**Errors of the vertical ionisation gap of triplet GeH$_2$ by level of theory**

The table holds the error in meV of the gap from triplet GeH$_2$ to the doublet cation for HF, MP2, coupled-cluster and AFQMC levels, against CCSDT(Q) in aug-cc-pVDZ with frozen cores and UHF determinants. The program writes each gap error as cation error less neutral error, using neutral energies from the same runs, and tests two models fixed on the HF row alone: one constant surviving share, and a count in which a share $k/6$ of the $k$-electron correlation is lost. Both take their sign from the fit to HF and their order from the neutral errors, so only the sizes are tested; the counting model is closer for CCSD and CCSD(T), and both overshoot MP2 by about 40 meV. Requiring that no implied cation energy fall below the reference leaves one of 24 orderings of the four noiseless unlabelled rows. The phaseless CISD-trial and released walks differ by only 1.4 combined errors, and the output also sets the PBE highest occupied level of the neutral against the reference gap.

Vertical ionisation of triplet GeH$_2$ to the doublet cation at the neutral's PBE0/def2-TZVP geometry, computed with the in-house AFQMC program afq 1 and Ansatz 0.2.0. All levels use the aug-cc-pVDZ basis, UHF determinants and frozen cores (Ge 3d included), without relativity. Gap errors are relative to CCSDT(Q) in the same basis.

## Numerical check

```python
# Table: error (meV) of the vertical ionisation gap of triplet GeH2 -> doublet cation against CCSDT(Q),
# aug-cc-pVDZ, frozen cores, UHF-based levels (Ansatz) and AFQMC (own program), with statistical noise.
# Tested: gap error = cation error - neutral error; A: one fixed share; B: cluster counting k/6; assignment of rows.
T = {
    'row_level': ['HF', 'MP2', 'CCSD', 'CCSD(T)', 'CCSDT', 'ph-AFQMC/HF', 'ph-AFQMC/CISD', 'released AFQMC', 'free AFQMC'],
    'row_error': [-377.0, -56.0, -23.0, -4.0, -1.0, 13.0, 3.0, 1.0, 0.0],  # meV
    'row_noise': [0.0, 0.0, 0.0, 0.0, 0.0, 19.0, 1.0, 1.0, 1.0],  # meV
}
import numpy as np
from itertools import permutations
err = dict(zip(T['row_level'], T['row_error'])); sig = dict(zip(T['row_level'], T['row_noise']))
# further outputs of the same runs, neutral triplet only (correlation energies in meV, totals in eV)
ss, osp, ccsd, pT, ccsdt, pQ = 334.63, 1645.563, 2569.192, 57.213, 2643.863, 1.1836
Ehf, gap, homo = -56502.5399, 7.888, -4.553813
walk = {'ph-AFQMC/HF': (-56505.1726, 17.0), 'ph-AFQMC/CISD': (-56505.1836, 1.13),
        'released AFQMC': (-56505.1856, 0.78), 'free AFQMC': (-56505.1847, 0.85)}  # released: longest time
rel0, fci_same, fci_other = -56505.1837, -56505.1851, -56505.174
tot = ccsdt + pQ; Eref = Ehf - tot/1000; tr = ccsdt - ccsd; mp2 = ss + osp
print(f"geometry: Ge-H {np.hypot(0.77,1.33):.2f} A, angle {2*np.degrees(np.arctan2(1.33,0.77)):.0f} deg")
print(f"neutral correlation {tot:.1f} meV = CCSD {ccsd:.1f} + triples {tr:.1f} + (Q) {pQ:.1f}; table rounding +-0.5 meV")
parts = {'HF': (ccsd, tr, pQ), 'MP2': (ccsd-mp2, tr, pQ), 'CCSD': (0, tr, pQ),
         'CCSD(T)': (0, tr-pT, pQ), 'CCSDT': (0, 0, pQ)}
neu = {k: sum(v) for k, v in parts.items()}
cnt = {k: float(np.dot(v, [2/6, 3/6, 4/6])) for k, v in parts.items()}
f = -err['HF']/neu['HF']; s = -err['HF']/cnt['HF']
print("level: gap error | neutral error | implied cation error (meV) | share surviving (range from rounding)")
for k in parts:
    e = -err[k]
    print(f"  {k:8s}{err[k]:6.0f} |{neu[k]:7.1f} |{neu[k]+err[k]:7.1f} | {e/neu[k]:.3f} ({(e-.5)/neu[k]:.3f}-{(e+.5)/neu[k]:.3f})")
print(f"model A share f = {f:.3f}; model B scale s = {s:.3f} (both set by HF); unscaled counting gives HF {-cnt['HF']:.0f} meV")
for k in list(parts)[1:]:
    a, b = -f*neu[k], -s*cnt[k]
    print(f"  {k:8s} table {err[k]:4.0f}  A {a:6.1f} (residual {err[k]-a:+5.1f})  B {b:6.1f} (residual {err[k]-b:+5.1f}) meV")
print("largest misfit in meV, A:", max(list(parts)[1:], key=lambda k: abs(err[k]+f*neu[k])),
      " B:", max(list(parts)[1:], key=lambda k: abs(err[k]+s*cnt[k])))
print("step: gap shift / energy gained by the neutral")
sh = {}
for a, b in [('HF','MP2'), ('MP2','CCSD'), ('HF','CCSD'), ('CCSD','CCSD(T)'), ('CCSD(T)','CCSDT'), ('CCSD','CCSDT')]:
    sh[a, b] = (err[b]-err[a])/(neu[a]-neu[b])
    print(f"  {a} -> {b}: {err[b]-err[a]:.0f} / {neu[a]-neu[b]:.1f} meV = {sh[a,b]:.3f}")
print(f"triples share / CCSD share = {sh['CCSD','CCSDT']/sh['HF','CCSD']:.2f}; counting gives 1.50")
lost = 2*osp/8 + 3*ss/7
print(f"MP2 equal pairs, one alpha removed (2 of 8 unlike, 3 of 7 like): {lost:.0f} meV; table {err['MP2']-err['HF']:.0f} meV")
hid = ['HF', 'CCSD', 'CCSD(T)', 'CCSDT']; vals = [err[k] for k in hid]
ok = [p for p in permutations(vals) if all(neu[k]+v > -0.5 for k, v in zip(hid, p))]
print(f"orderings of the 4 noiseless rows with no cation energy below the reference: {len(ok)} of 24")
print(f"swap of CCSD(T), CCSDT: cation errors {neu['CCSD(T)']+err['CCSDT']:.1f} and {neu['CCSDT']+err['CCSD(T)']:.1f} meV")
print("AFQMC: gap error +- noise, error/noise | neutral error +- noise | implied cation error (meV)")
for k, (E, d) in walk.items():
    n = (E-Eref)*1000
    print(f"  {k:15s}{err[k]:4.0f} +-{sig[k]:3.0f}, {err[k]/sig[k]:.1f} | {n:+5.1f} +-{d:5.2f} | {n+err[k]:+5.1f}")
p, r = 'ph-AFQMC/CISD', 'released AFQMC'
dz = (err[p]-err[r])/np.hypot(sig[p], sig[r])
print(f"CISD-trial less released: {err[p]-err[r]:.0f} meV = {dz:.1f} combined errors if independent")
print(f"value {err[p]:.0f} meV in errors from zero, for noise 1.13 to 1.5 meV: {err[p]/1.13:.1f} to {err[p]/1.5:.1f}")
print(f"neutral energy change on release: {(walk[r][0]-rel0)*1000:+.1f} meV, each end +-0.8")
print(f"noise ratio HF/CISD trial: gap {sig['ph-AFQMC/HF']/sig[p]:.0f}, neutral {17.0/1.13:.0f}; target ratio {0.00075/0.00015:.0f}")
print(f"neutral full CI less CCSDT(Q): {(fci_same-Eref)*1000:+.1f} meV; second CI value {(fci_other-Eref)*1000:+.1f} meV")
print("error as % of the 7.888 eV gap:", ", ".join(f"{k} {err[k]/gap/10:.2f}" for k in parts))
print(f"PBE -HOMO of neutral {-homo:.2f} eV, {gap+homo:.2f} eV ({100*(gap+homo)/gap:.0f}%) below the reference gap")
d = [err[k] for k in parts]
assert all(x < 0 for x in d) and d == sorted(d)
assert ok == [tuple(vals)]
assert 0 < f < 2/6 and sh['CCSD', 'CCSDT'] > sh['HF', 'CCSD']
assert dz < 2 and all(abs(err[k]) <= 2*sig[k] for k in ('ph-AFQMC/HF', r, 'free AFQMC'))
```

It prints:

```
geometry: Ge-H 1.54 A, angle 120 deg
neutral correlation 2645.0 meV = CCSD 2569.2 + triples 74.7 + (Q) 1.2; table rounding +-0.5 meV
level: gap error | neutral error | implied cation error (meV) | share surviving (range from rounding)
  HF        -377 | 2645.0 | 2268.0 | 0.143 (0.142-0.143)
  MP2        -56 |  664.9 |  608.9 | 0.084 (0.083-0.085)
  CCSD       -23 |   75.9 |   52.9 | 0.303 (0.297-0.310)
  CCSD(T)     -4 |   18.6 |   14.6 | 0.215 (0.188-0.241)
  CCSDT       -1 |    1.2 |    0.2 | 0.845 (0.422-1.267)
model A share f = 0.143; model B scale s = 0.421 (both set by HF); unscaled counting gives HF -895 meV
  MP2      table  -56  A  -94.8 (residual +38.8)  B  -98.8 (residual +42.8) meV
  CCSD     table  -23  A  -10.8 (residual -12.2)  B  -16.1 (residual  -6.9) meV
  CCSD(T)  table   -4  A   -2.7 (residual  -1.3)  B   -4.0 (residual  +0.0) meV
  CCSDT    table   -1  A   -0.2 (residual  -0.8)  B   -0.3 (residual  -0.7) meV
largest misfit in meV, A: MP2  B: MP2
step: gap shift / energy gained by the neutral
  HF -> MP2: 321 / 1980.2 meV = 0.162
  MP2 -> CCSD: 33 / 589.0 meV = 0.056
  HF -> CCSD: 354 / 2569.2 meV = 0.138
  CCSD -> CCSD(T): 19 / 57.2 meV = 0.332
  CCSD(T) -> CCSDT: 3 / 17.5 meV = 0.172
  CCSD -> CCSDT: 22 / 74.7 meV = 0.295
triples share / CCSD share = 2.14; counting gives 1.50
MP2 equal pairs, one alpha removed (2 of 8 unlike, 3 of 7 like): 555 meV; table 321 meV
orderings of the 4 noiseless rows with no cation energy below the reference: 1 of 24
swap of CCSD(T), CCSDT: cation errors 17.6 and -2.8 meV
AFQMC: gap error +- noise, error/noise | neutral error +- noise | implied cation error (meV)
  ph-AFQMC/HF      13 +- 19, 0.7 | +12.3 +-17.00 | +25.3
  ph-AFQMC/CISD     3 +-  1, 3.0 |  +1.3 +- 1.13 |  +4.3
  released AFQMC    1 +-  1, 1.0 |  -0.7 +- 0.78 |  +0.3
  free AFQMC        0 +-  1, 0.0 |  +0.2 +- 0.85 |  +0.2
CISD-trial less released: 2 meV = 1.4 combined errors if independent
value 3 meV in errors from zero, for noise 1.13 to 1.5 meV: 2.7 to 2.0
neutral energy change on release: -1.9 meV, each end +-0.8
noise ratio HF/CISD trial: gap 19, neutral 15; target ratio 5
neutral full CI less CCSDT(Q): -0.2 meV; second CI value +10.9 meV
error as % of the 7.888 eV gap: HF -4.78, MP2 -0.71, CCSD -0.29, CCSD(T) -0.05, CCSDT -0.01
PBE -HOMO of neutral 4.55 eV, 3.33 eV (42%) below the reference gap
```
